Dear colleague,

For a free massive relativistic particle there is, in each inertial frame, exactly one position operator with the properties we expect of position. It is the one found by Newton and Wigner in 1949. I derive it for spin 0 and spin 1/2, show where it stops behaving like the position of a small object, and put in numbers for a pion confined to 1 fm.

**Conventions and premises**

The particle is free, with $m>0$, $E=\sqrt{p^2c^2+m^2c^4}=\hbar\omega$, $\mathbf p=\hbar\mathbf k$ and $\mu=mc/\hbar$. Plane waves are $e^{i(\mathbf p\cdot\mathbf r-Et)/\hbar}$. Only positive-energy one-particle states are admitted. At a fixed time in a fixed frame I ask the following of $\mathbf X$:

1. It is Hermitian and maps positive-energy states to positive-energy states.
2. $[X_j,P_k]=i\hbar\delta_{jk}$, so a translation shifts $\mathbf X$ by the displacement.
3. It is a polar vector under rotations and parity, and it is even under time reversal.
4. $[X_j,X_k]=0$, so that localised states exist.
5. It is regular: its coefficients are continuous in $\mathbf p$, including $\mathbf p=0$.

**Spin 0: the operator**

A one-particle state of a scalar field is an amplitude $\varphi(\mathbf p)$ that is a Lorentz scalar, with the invariant product

$$(\varphi_1,\varphi_2)=\int\frac{d^3p}{E}\,\varphi_1^*\varphi_2 .$$

The matrix element of the field between the vacuum and this state is the Klein–Gordon amplitude $\Phi(\mathbf r,t)\propto\int (d^3p/E)\,\varphi\,e^{i(\mathbf p\cdot\mathbf r-Et)/\hbar}$.

The first candidate $\mathbf D=i\hbar\nabla_p$ fails premise 1. Integrate by parts and use $\nabla_pE=c^2\mathbf p/E$:

$$(\varphi_1,\mathbf D\varphi_2)=(\mathbf D\varphi_1,\varphi_2)+i\hbar\int\frac{d^3p}{E}\,\frac{c^2\mathbf p}{E^2}\,\varphi_1^*\varphi_2 ,$$

so $\mathbf D^\dagger=\mathbf D-i\hbar c^2\mathbf p/E^2$.

Define $\chi=\varphi/\sqrt E$. Its product has the flat measure $d^3p$, on which $i\hbar\nabla_p$ is Hermitian. By premise 2, $\mathbf X-i\hbar\nabla_p$ commutes with every $P_k$, so on $\chi$ it is multiplication by a function $\mathbf F(\mathbf p)$, real by premise 1. Rotations force $\mathbf F=a(p)\,\mathbf p$. Time reversal acts as $\chi(\mathbf p)\to\chi^*(-\mathbf p)$; it leaves $i\hbar\nabla_p$ unchanged and reverses $a\mathbf p$, so $a=0$. Hence $\mathbf X=i\hbar\nabla_p$ on $\chi$, and premise 4 holds by itself. Carried back to $\varphi$,

$$\mathbf X\varphi=\sqrt E\;i\hbar\nabla_p\frac{\varphi}{\sqrt E}=i\hbar\left(\nabla_p-\frac{c^2\mathbf p}{2E^2}\right)\varphi ,$$

which is the Hermitian part $(\mathbf D+\mathbf D^\dagger)/2$. The velocity is

$$\dot{\mathbf X}=\frac{i}{\hbar}[E,\mathbf X]=\nabla_pE=\frac{c^2\mathbf p}{E},$$

conserved and smaller than $c$ in magnitude. The Fourier transform $\chi(\mathbf r)$ of $\chi(\mathbf p)$ is the position amplitude, and $|\chi(\mathbf r)|^2$ is a non-negative probability density.

**Spin 0: the localised states**

The eigenstate with eigenvalue $\mathbf y$ is $\varphi_{\mathbf y}=(2\pi\hbar)^{-3/2}\sqrt E\,e^{-i\mathbf p\cdot\mathbf y/\hbar}$. The two factors $\sqrt E$ cancel the measure, so $(\varphi_{\mathbf y},\varphi_{\mathbf y'})=\delta^3(\mathbf y-\mathbf y')$. The field amplitude of the state at the origin is no delta function:

$$\Phi_0(r)\propto J(r)=\int d^3k\,\frac{e^{i\mathbf k\cdot\mathbf r}}{(k^2+\mu^2)^{1/4}} .$$

The integral exists as a distribution, so insert $e^{-\epsilon k^2}$. Write $(k^2+\mu^2)^{-1/4}=\Gamma(\tfrac14)^{-1}\int_0^\infty ds\,s^{-3/4}e^{-s(k^2+\mu^2)}$. The Gaussian integral over $\mathbf k$ gives $[\pi/(s+\epsilon)]^{3/2}e^{-r^2/4(s+\epsilon)}$, which is bounded for $r>0$, so $\epsilon\to0$ may be taken inside:

$$J=\frac{\pi^{3/2}}{\Gamma(\frac14)}\int_0^\infty ds\,s^{-9/4}e^{-\mu^2s-r^2/4s}.$$

Put $s=(r/2\mu)e^{u}$. The exponent becomes $-\mu r\cosh u$ and the rest $(2\mu/r)^{5/4}e^{-5u/4}du$. With $K_\nu(z)=\int_0^\infty e^{-z\cosh u}\cosh\nu u\,du$,

$$J(r)=\frac{2\pi^{3/2}}{\Gamma(\frac14)}\left(\frac{2\mu}{r}\right)^{5/4}K_{5/4}(\mu r).$$

From $K_\nu(z)\to2^{\nu-1}\Gamma(\nu)z^{-\nu}$ at small $z$, $J\propto r^{-5/2}$ for $\mu r\ll1$. From $K_\nu\to\sqrt{\pi/2z}\,e^{-z}$ at large $z$, $J\propto r^{-7/4}e^{-\mu r}$. A sharply localised particle thus has a field amplitude that reaches out over the reduced Compton wavelength $1/\mu$.

Localisation also depends on the frame. A boost with velocity $v$ along $z$ evaluates the scalar $\varphi_0\propto\sqrt E$ at the transformed momentum and gives $\sqrt{\gamma(E-vp_z)}$. Every $\varphi_{\mathbf y}$ has modulus proportional to $\sqrt E$, so the boosted state is not localised at any point.

**Spin 1/2: Zitterbewegung of the Dirac coordinate**

Take $H=A+\beta M$ with $A=c\,\boldsymbol\alpha\cdot\mathbf p$ and $M=mc^2$. The matrices obey $\alpha_k\alpha_j=\delta_{kj}+i\epsilon_{kjl}\Sigma_l$, $\{\alpha_j,\beta\}=0$, $\beta^2=1$, so $A^2=c^2p^2$ and $H^2=E^2$. Spinors are normalised with $\int d^3p\,\psi^\dagger\psi$, and the Dirac coordinate is $\mathbf x=i\hbar\nabla_p$, with $\dot{\mathbf x}=(i/\hbar)[H,\mathbf x]=c\boldsymbol\alpha$.

Since $\{\boldsymbol\alpha,H\}=2c\mathbf p$, the operator $\boldsymbol\eta=\boldsymbol\alpha-c\mathbf pH^{-1}$ anticommutes with $H$. Then $\dot{\boldsymbol\eta}=(i/\hbar)[H,\boldsymbol\eta]=-(2i/\hbar)\boldsymbol\eta H$, so $\boldsymbol\eta(t)=\boldsymbol\eta(0)e^{-2iHt/\hbar}$, and one more integration gives

$$\mathbf x(t)=\mathbf x(0)+c^2\mathbf pH^{-1}t+\frac{i\hbar c}{2}\,\boldsymbol\eta(0)H^{-1}\left(e^{-2iHt/\hbar}-1\right).$$

The last term is the Zitterbewegung, at angular frequency $2E/\hbar$. An operator that anticommutes with $H$ connects only opposite signs of energy. The term therefore has zero mean in a positive-energy state, and it shows that $\mathbf x$ violates premise 1.

**Spin 1/2: the mean position**

Foldy and Wouthuysen (1950) separate the two signs with

$$U=\frac{E+M+\beta A}{N},\qquad N^2=2E(E+M).$$

$\beta A$ is anti-Hermitian and $(\beta A)^2=-c^2p^2$, so $UU^\dagger=[(E+M)^2+c^2p^2]/N^2=1$, using $c^2p^2=(E-M)(E+M)$. Both terms of $H$ anticommute with $\beta A$, so $HU^\dagger=UH$. The same identity gives $U^2=(M+\beta A)/E$, and

$$UHU^\dagger=U^2H=\frac{(M+\beta A)(A+\beta M)}{E}=\beta E .$$

Positive-energy states are now two-component spinors $\chi(\mathbf p)$ with flat measure. $U$ commutes with rotations, parity and time reversal, so these act on $\chi$ as in Pauli theory. Premises 1 and 2 give $\mathbf X=i\hbar\nabla_p+\mathbf F$ with a Hermitian $2\times2$ matrix $\mathbf F(\mathbf p)$. The vectors available are $\mathbf p$, $\boldsymbol\sigma$, $\mathbf p(\boldsymbol\sigma\cdot\mathbf p)$ and $\boldsymbol\sigma\times\mathbf p$. Parity removes the two axial ones, time reversal removes $\mathbf p$, and $\mathbf F=b(p)\,\boldsymbol\sigma\times\mathbf p$ remains. Evaluate premise 4 at $\mathbf p=(0,0,p)$, where $\partial_1b=\partial_2b=0$. With $(\boldsymbol\sigma\times\mathbf p)_1=\sigma_2p_3-\sigma_3p_2$ and $(\boldsymbol\sigma\times\mathbf p)_2=\sigma_3p_1-\sigma_1p_3$,

$$[X_1,X_2]=i\hbar(\partial_1F_2-\partial_2F_1)+[F_1,F_2]=2i\,b\,(\hbar+bp^2)\,\sigma_3 .$$

The roots are $b=0$ and $b=-\hbar/p^2$. They never meet, so a continuous $b$ stays on one of them, and the second makes $\mathbf F$ diverge at $\mathbf p=0$. Premise 5 leaves $b=0$. The position is $i\hbar\nabla_p$ in the new representation, which is the mean position $\mathbf X=U^\dagger\mathbf xU=\mathbf x+i\hbar U^\dagger\nabla_pU$ in the Dirac one.

To evaluate it, write

$$U^\dagger\partial_jU=\frac{(E+M-\beta A)(c^2p_j/E+c\beta\alpha_j)}{N^2}-\partial_j\ln N .$$

Here $-\beta A\,c\beta\alpha_j=cA\alpha_j=c^2[p_j+i(\boldsymbol\Sigma\times\mathbf p)_j]$. The terms proportional to the unit matrix add up to $c^2p_j(2E+M)/[2E^2(E+M)]$, which equals $\partial_j\ln N$ and cancels. What is left gives

$$\mathbf X=\mathbf x+\frac{i\hbar c\,\beta\boldsymbol\alpha}{2E}-\frac{i\hbar c^3\beta(\boldsymbol\alpha\cdot\mathbf p)\,\mathbf p}{2E^2(E+M)}-\frac{\hbar c^2\,\boldsymbol\Sigma\times\mathbf p}{2E(E+M)} .$$

The velocity follows in the diagonal representation, where $(i/\hbar)[\beta E,i\hbar\nabla_p]=\beta c^2\mathbf p/E$. Since $U^\dagger\beta U=H/E$,

$$\dot{\mathbf X}=\frac{c^2\mathbf p\,H}{E^2}=c^2\mathbf pH^{-1}.$$

This commutes with $H$, equals $c^2\mathbf p/E$ on positive-energy states, and has no oscillating part.

Merely projecting $\mathbf x$ on positive energies does not give $\mathbf X$. The same algebra applied to $U\mathbf xU^\dagger$ gives an upper block with $b=-\hbar c^2/[2E(E+M)]$, and then $[x_1,x_2]\to-i\hbar^2\sigma_3/(2m^2c^2)$ as $p\to0$.

**Spreading outside the light cone**

For spin 0, and for each component of $\chi$ for spin 1/2, $\tilde\chi(\mathbf k,t)=\tilde\chi(\mathbf k,0)\,e^{-i\omega t}$ with $\omega=c\sqrt{k^2+\mu^2}$ and $\tilde\chi=\int d^3r\,\chi\,e^{-i\mathbf k\cdot\mathbf r}$.

Suppose $\chi$ vanishes outside a bounded region both at $0$ and at some $t\neq0$. Fix a direction $\mathbf n$. An integral of $e^{-ik\mathbf n\cdot\mathbf r}$ over a bounded region is an entire function of complex $k$, so both transforms are entire. Continue the relation between them from a real $k$ once around the branch point $k=i\mu$ and back. The entire functions return to their values while $\omega\to-\omega$. Subtracting the two relations gives $\tilde\chi(k\mathbf n,0)\sin\omega t=0$. The sine vanishes only at isolated $k$, so $\tilde\chi\equiv0$ for every $\mathbf n$. A non-zero state with bounded support at $t=0$ therefore has unbounded support at every $t\neq0$, and it extends beyond any light cone. Hegerfeldt (1974) proved results of this kind in greater generality. The same loop applied to $(H-E)\tilde\psi=0$ yields $(H+E)\tilde\psi=0$, so a positive-energy Dirac spinor never has bounded support in $\mathbf x$ at all.

The size of the tail comes from the propagator. After the angular integral,

$$G(r,t)=\int\frac{d^3k}{(2\pi)^3}e^{i\mathbf k\cdot\mathbf r-i\omega t}=\frac{1}{4\pi^2ir}\int_{-\infty}^{\infty}dk\,k\,e^{ikr-i\omega t},$$

with $t\to t-i0$ for convergence. For $r>c|t|$ the integrand decays in the upper half-plane, and the contour wraps the cut $k=i\kappa$, $\kappa>\mu$. It runs down the left side, where $\omega=-icq$, and up the right side, where $\omega=+icq$, with $q=\sqrt{\kappa^2-\mu^2}$. The two sides combine to $-2\int\kappa e^{-\kappa r}\sinh(ctq)\,d\kappa$, so

$$G=\frac{i}{2\pi^2r}\int_\mu^\infty d\kappa\,\kappa\,e^{-\kappa r}\sinh(ctq).$$

The integrand is positive for $t>0$, so $G\ne0$ at every spacelike point. For the closed form set $\kappa=\mu\cosh u$, $r=s\cosh a$, $ct=s\sinh a$, $s=\sqrt{r^2-c^2t^2}$. Extending $u$ to the whole line by symmetry,

$$\int_\mu^\infty e^{-\kappa r}\sinh(ctq)\,d\kappa=\frac\mu2\int_{-\infty}^\infty du\,\sinh u\,e^{-\mu s\cosh(u-a)}=\frac{\mu ct}{s}K_1(\mu s).$$

Apply $-\partial_r$ with $\frac{d}{dz}(K_1/z)=-K_2/z$ and $\partial_rs=r/s$:

$$G(r,t)=\frac{i\mu^2ct}{2\pi^2s^2}\,K_2(\mu s),\qquad r>c|t| .$$

The tail starts linearly in $t$ and falls as $e^{-\mu s}$. It does not conflict with $|\dot{\mathbf X}|<c$, which limits the growth of the mean and the width but not the support.

Nor does it carry signals. Local observables are built from the field $\hat\phi$, and $[\hat\phi(\mathbf r,t),\hat\phi^\dagger(0)]\propto D(r,t)-D(r,-t)$, where $D$ is the integral $G$ with the extra factor $1/2\omega$. The first term is the particle and the second the antiparticle. The same contour gives $D=(4\pi^2cr)^{-1}\int\kappa e^{-\kappa r}\cosh(ctq)\,d\kappa/q$, even in $t$, so the commutator vanishes at spacelike separation. The amplitude $\chi$ differs from $\Phi$ by the factor $\sqrt E$ in momentum space, a non-local kernel of range $1/\mu$. The question "is $\mathbf X$ inside this region?" is therefore not an observable built from the fields inside the region.

**Range of validity**

The results are exact for one free, structureless, stable particle of non-zero mass, in one inertial frame. At $m=0$ the operator $U$ depends on the direction of $\mathbf p$ at $\mathbf p=0$, and the regularity argument for spin fails. In an external potential $V$ that varies slowly over $1/\mu$, $\mathbf X$ remains the natural coordinate order by order. Heuristically, at low $p$ each component of $\mathbf X-\mathbf x$ has square $1/4\mu^2$, and smearing $V$ over it adds $\nabla^2V/8\mu^2$, the form of the Darwin term. On scales near or below $1/\mu$, $|\chi|^2$ and densities built from the local field differ at order one, and an apparatus that confines the particle can create pairs, which the one-particle space does not contain.

**A pion confined to 1 fm**

As input take the approximate charged-pion value $mc^2\approx139.57$ MeV, that is $m=2.488\times10^{-28}$ kg, and treat the pion as a point scalar. Then $1/\mu=1.414$ fm, and for $R=1$ fm, $\mu R=0.7073$. There $K_{5/4}=1.324$, and the localised-state profile divided by its short-distance power law is $(\mu R)^{5/4}K_{5/4}/[2^{1/4}\Gamma(\frac54)]=0.80$. At 1 fm the exponential cut-off has hardly begun.

For a normalised state of finite energy choose $\chi_0=\sin(\pi r/R)/(r\sqrt{2\pi R})$ for $r<R$ and zero outside. Its mean square radius is $R^2(\frac13-\frac1{2\pi^2})$, an rms radius of $0.53$ fm. From $\langle k^2\rangle=\int|\nabla\chi_0|^2d^3r=\pi^2/R^2$, the rms momentum is $3.313\times10^{-19}$ kg m/s, or $619.9$ MeV$/c$, and $\sqrt{\langle E^2\rangle}=635$ MeV. The transform is

$$\tilde\chi_0(k)=\frac{4\pi}{\sqrt{2\pi R}}\,\frac{\pi}{R}\,\frac{\sin kR}{k\,(\pi^2/R^2-k^2)} ,$$

which is entire and grows as $e^{\kappa R}$ at $k=i\kappa$. Inserting it under the contour integral is allowed for $r>R+ct$ and gives

$$r\chi=\frac{2i}{R\sqrt{2\pi R}}\int_\mu^\infty d\kappa\,\frac{e^{-\kappa r}\sinh(\kappa R)\sinh(ctq)}{\kappa^2+\pi^2/R^2}.$$

Integrating $4\pi|r\chi|^2$ from $R+ct$ to infinity turns the exponentials into $e^{-(\kappa+\kappa')(R+ct)}/(\kappa+\kappa')$, so the probability outside the light cone is

$$P_{\rm out}=\frac{8}{R^3}\int_\mu^\infty\!\!\int_\mu^\infty d\kappa\,d\kappa'\,\frac{h(\kappa)h(\kappa')}{\kappa+\kappa'},\qquad h=\frac{(1-e^{-2\kappa R})\left(e^{-ct(\kappa-q)}-e^{-ct(\kappa+q)}\right)}{4(\kappa^2+\pi^2/R^2)} .$$

At early times $h\propto t$ and the integral still converges, so $P_{\rm out}\propto t^2$. At late times, $ct\mu^2R\gg2\pi$, only large $\kappa$ count, $h\to e^{-ct\mu^2/2\kappa}/4\kappa^2$, and the substitution $y=1/\kappa$ gives $P_{\rm out}\to\frac43(ct\mu^2R)^{-3}$. At $ct=R$, that is $t=3.336\times10^{-24}$ s, quadrature in the variable $u$ of $\kappa=\mu\cosh u$ gives

$$P_{\rm out}=7.0\times10^{-3}.$$

Far out, the exponential factor $e^{-2\mu r}$ of the density has the decay length $1/2\mu=0.71$ fm.

This number is the model's, and the neglected effects must be set beside it. Decay is negligible: with a typical lifetime near $2.6\times10^{-8}$ s the decayed fraction is $1.3\times10^{-16}$. Pair creation is not. One pion plus a pair needs $3mc^2=418.7$ MeV, reached at $k=\sqrt8\,\mu$, and integrating $|\tilde\chi_0|^2$ above that wave number gives a weight of $0.75$. The energy that the confinement has to supply thus exceeds the pair threshold over most of the packet. Structure is not negligible either: the charge radius is typically about $0.66$ fm, more than the rms radius of the packet, so a probe of charge would find the edge at $R+ct$ blurred over that length and far more than the model's fraction beyond it, for ordinary causal reasons. The $7.0\times10^{-3}$ measures how far the one-particle notion of position departs from locality at $\mu R\approx0.7$; it is not a rate that a detector could record for a real pion.